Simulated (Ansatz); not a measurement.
# Work function of unrelaxed Al(110) films from 1 to 13 layers with PBE

The decision to be made is how many layers an Al(110) slab needs before its work function can stand for that of a thick film. The choice matters for calculated contact barriers and electron emission, where an error in the work function enters the level alignment directly, and for real films a few atomic layers thick, whose work function may depend on thickness. We calculate the work function Φ with PBE as the vacuum level outside the slab less the Fermi level, for symmetric slabs with all atoms at bulk places. Differences are taken against the 13-layer slab, the thickest in the series. Its zero is a choice of reference and does not by itself show that this slab has converged.

## Computational details

Ansatz 0.2.0, plane-wave Kohn-Sham DFT with its default PAW datasets at a cutoff of 420 eV. Symmetric 1×1 slabs of 1 to 13 layers are cut at the tabulated measured lattice constant with atoms at bulk places and 18 Å of vacuum. In-plane k-spacing 0.16 Å⁻¹ (2π included), Fermi-Dirac smearing of 0.1 eV, dipole correction on. Spin-paired. Scalar-relativistic, no spin-orbit coupling. PBE. The crystal is fcc; all slabs have the (110) face and the same k-mesh.

Notes on method and selection:

- Confinement between the two faces quantises the states along the normal, so values can oscillate with thickness.
- The atoms are not relaxed; free films of one to three layers would take another lattice constant.
- Runs in which the search for lower states was switched off are not listed.
- Work functions and vacuum levels are read from the electrostatic potential (Hartree and local ionic parts), which a warning of a rough exchange-correlation potential in thin density does not concern.
- Runs that did not converge, have known faults or may not be shown are not listed, and runs on Ansatz's PAW sets soft_1 and soft_2 are kept to separate tables.

Columns:

- layers: number of atomic layers.
- thickness (Å): distance between the outermost atomic planes.
- Φ (eV): work function: vacuum level outside the slab less the Fermi level.
- ΔΦ to thickest (eV): work function less that of the thickest slab of the same face.

## Table of results

| member | layers | thickness (Å) | Φ (eV) | ΔΦ to thickest (eV) |
| --- | --- | --- | --- | --- |
| 1 layer | 1 | 0.00 | 3.904 | −0.192 |
| 2 layers | 2 | 1.43 | 3.940 | −0.156 |
| 3 layers | 3 | 2.86 | 4.243 | 0.147 |
| 4 layers | 4 | 4.30 | 4.116 | 0.020 |
| 5 layers | 5 | 5.73 | 3.970 | −0.125 |
| 6 layers | 6 | 7.16 | 3.988 | −0.108 |
| 7 layers | 7 | 8.59 | 4.037 | −0.058 |
| 8 layers | 8 | 10.02 | 4.119 | 0.024 |
| 10 layers | 10 | 12.89 | ? | ? |
| 13 layers | 13 | 17.18 | 4.096 | 0.000 |

Cells marked ? are withheld until the estimate has been made.

## What drives the series

The work function does not approach the 13-layer value from one side. It rises from 3.904 eV at one layer to 4.243 eV at three, falls to 3.970 eV at five, and climbs again to 4.119 eV at eight. The swings become smaller: the values span 4.243 − 3.904 = 0.339 eV over one to four layers and 4.119 − 3.970 = 0.149 eV over five to eight.

The expected cause is confinement. Electron states along the film normal form discrete subbands, and as layers are added, further subbands drop below the Fermi level. Both the Fermi level and the charge spilling out at the faces then vary with thickness. For free electrons, the pattern repeats each time the thickness grows by half a Fermi wavelength, π/(3π²n)^(1/3), where n is the density of valence electrons. Three electrons per Al atom give n ≈ 0.18 Å⁻³ and a half wavelength of about 1.8 Å. The layer spacing is 17.18 / 12 = 1.43 Å, so five layers (5 × 1.43 = 7.15 Å) nearly match four half wavelengths (4 × 1.8 = 7.2 Å). Sampled at whole layers, the oscillation should therefore repeat about every five layers, which agrees with the high values at three and eight.

The swings should shrink with thickness because a single subband makes up a smaller share of a thicker film. In the thinnest films the imposed bulk lattice constant also matters, so their values describe constrained layers rather than free ones. Vacuum width is not the source of the oscillation, since a wider vacuum leaves the seven-layer result unchanged.

For the choice of slab, agreement at one thickness is weak evidence of convergence. Four layers lie only 0.020 eV above the reference, yet adding one layer puts the film 0.125 eV below it. An average over five successive thicknesses is a safer measure than any one thin slab.

## Estimating the withheld member

Plain estimates from the members shown:

- 10 layers, straight-line interpolation between 8 layers and 13 layers: w = (10 − 8) / (13 − 8) = 0.400, so 4.119 + 0.400 × (4.096 − 4.119) = 4.110 eV

The straight-line value of 4.110 eV joins 8 and 13 layers, which are five layers apart and so at nearly the same phase of the oscillation. Ten layers fall between them, at the phase of the low five-layer film, and the line misses that dip.

We therefore carry the five-layer deviation forward by one period and let it shrink as 1/N, with N the number of layers. The reference level is the mean over one period, four to eight layers: (4.116 + 3.970 + 3.988 + 4.037 + 4.119) / 5 = 4.046 eV. This gives 4.046 + (5 / 10) × (3.970 − 4.046) = 4.008 eV.

The same rule can be tried on four shown films:

- 6 layers from 1: 4.046 + (1 / 6) × (3.904 − 4.046) = 4.022 eV, against 3.988 eV, a miss of 4.022 − 3.988 = 0.034 eV
- 7 layers from 2: 4.046 + (2 / 7) × (3.940 − 4.046) = 4.016 eV, against 4.037 eV
- 8 layers from 3: 4.046 + (3 / 8) × (4.243 − 4.046) = 4.120 eV, against 4.119 eV
- 13 layers from 8: 4.046 + (8 / 13) × (4.119 − 4.046) = 4.091 eV, against 4.096 eV

The first three trials are not fully independent, because their targets enter the mean. Allowing for one fitted level, the scatter is √[(0.034² + 0.021² + 0.001² + 0.005²) / 3] = 0.023 eV. Taking the mean over three to seven layers instead would raise the estimate by 0.012 eV. Together these give √(0.023² + 0.012²) = 0.026 eV, rounded to 0.03 eV.

**Committed estimate, 10 layers: Φ = 4.01 ± 0.03 eV.**

## The withheld result

| member | layers | thickness (Å) | Φ (eV) | ΔΦ to thickest (eV) |
| --- | --- | --- | --- | --- |
| 10 layers | 10 | 12.89 | 4.072 | −0.023 |

| member | estimate | Φ (eV) | computed | estimate − computed | miss in error bars |
| --- | --- | --- | --- | --- | --- |
| 10 layers | committed | 4.010 | 4.072 | −0.062 | 2.1 |
| 10 layers | interpolation | 4.110 | 4.072 | +0.038 |  |

The estimate of 4.01 ± 0.03 eV failed: the computed value is 4.072 eV, so it was 0.062 eV too low, or 2.1 error bars. The straight line between 8 and 13 layers did better, at 0.038 eV too high.

Ten layers do lie below that line, as we expected from the five-layer period, but by much less than the 4.110 − 4.008 = 0.102 eV we had predicted. A faster decay of the oscillation would have narrowed the miss but not closed it. With no dip at all, our reference level of 4.046 eV would still be 0.026 eV too low, only just inside the error bar. Either that level, averaged over four to eight layers, is too low for thicker films, or the phase at ten layers is not that of the five-layer film.

The error bar was also too narrow, probably in part because three of its four trial films had helped to set the level. Confinement remains the natural explanation for the swings, but the result does not support a fixed five-layer period with 1/N decay.

## Outliers

The three thinnest films lie farthest from the 13-layer value: one layer by −0.192 eV, two layers by −0.156 eV and three layers by +0.147 eV. Confinement is the likeliest main reason. With so few occupied subbands, one added layer changes the filling and the charge spilling out at the faces considerably, and the shift can take either sign.

The imposed bulk lattice constant probably contributes, since free films this thin would take another one. It is a less likely cause of the jump of 4.243 − 3.940 = 0.303 eV from two to three layers, because both films are held at the same in-plane spacing.

The five-layer film, 0.125 eV below the reference, is the low point among the thicker films. Its neighbour at six layers is also low, by 0.108 eV, which suggests a broad dip rather than a fault in a single run.

## Measured against computed

| member | quantity | measured | computed | computed − measured | conditions | source |
| --- | --- | --- | --- | --- | --- | --- |
| 13 layers | Φ (eV) | 4.23 | 4.096 | −0.134 | compiled values differ between sources by a tenth of an eV or more; compiled experimental value; Al(110) single-crystal face | [1] |

Sources:

[1] "Properties of real metallic surfaces: Effects of density functional semilocality and van der Waals nonlocality" (2017, arXiv:1702.08515)

Only the 13-layer film has a measured counterpart, the compiled value of 4.23 eV for a single-crystal (110) face. The computed value is 0.134 eV lower. Since compiled values differ between sources by a tenth of an eV or more, this one comparison does not settle the sign of the error in PBE. A deficit of this size would nevertheless be ordinary, as PBE tends to give metal work functions too low by roughly 0.1 to 0.3 eV.

The remaining dependence on thickness looks smaller, with 10 and 13 layers differing by 0.023 eV. Relaxation of the outer planes is left out here, and its effect on Φ is expected to be small beside the gap to experiment. On the experimental side, steps on the crystal face usually lower the work function, so a flatter sample would tend to widen the gap.

The three-layer film, at 4.243 eV, comes within 0.013 eV of the measured value, but this agreement has no meaning: the measurement belongs to a thick crystal, and the film sits at a peak of the oscillation. The trend with thickness is not compared with experiment here.

## Conclusions and limits

For the choice of slab, the films of 8, 10 and 13 layers agree within 4.119 − 4.072 = 0.047 eV, which suggests that any of them serves where an uncertainty of about 0.05 eV is acceptable, though the series does not show convergence beyond 13 layers. Our earlier advice to average over five successive thin slabs holds only in part: the mean over four to eight layers lies 4.096 − 4.046 = 0.050 eV below the 13-layer value, closer than five, six or seven layers alone but farther off than four or eight.

We keep no rule for new thicknesses. Over 6, 7, 8, 10 and 13 layers the period rule misses by roughly 0.034 eV (root mean square), against a scatter of roughly 0.046 eV about their mean, and three of these films helped to set its level.

In terms of the photoemission threshold wavelength, hc/Φ with hc ≈ 1240 eV nm, 1240 / 4.096 = 303 nm for 13 layers becomes 1240 / 3.970 = 312 nm for five. Among the films of eight layers and more, the choice of functional probably matters more than thickness: the local density approximation usually gives work functions higher than PBE by roughly 0.1 to 0.2 eV.

[On method and selection: Error sizes named in these notes are rules of thumb and were not measured on these runs. The default PAW datasets of this version of Ansatz are the set soft_2.]
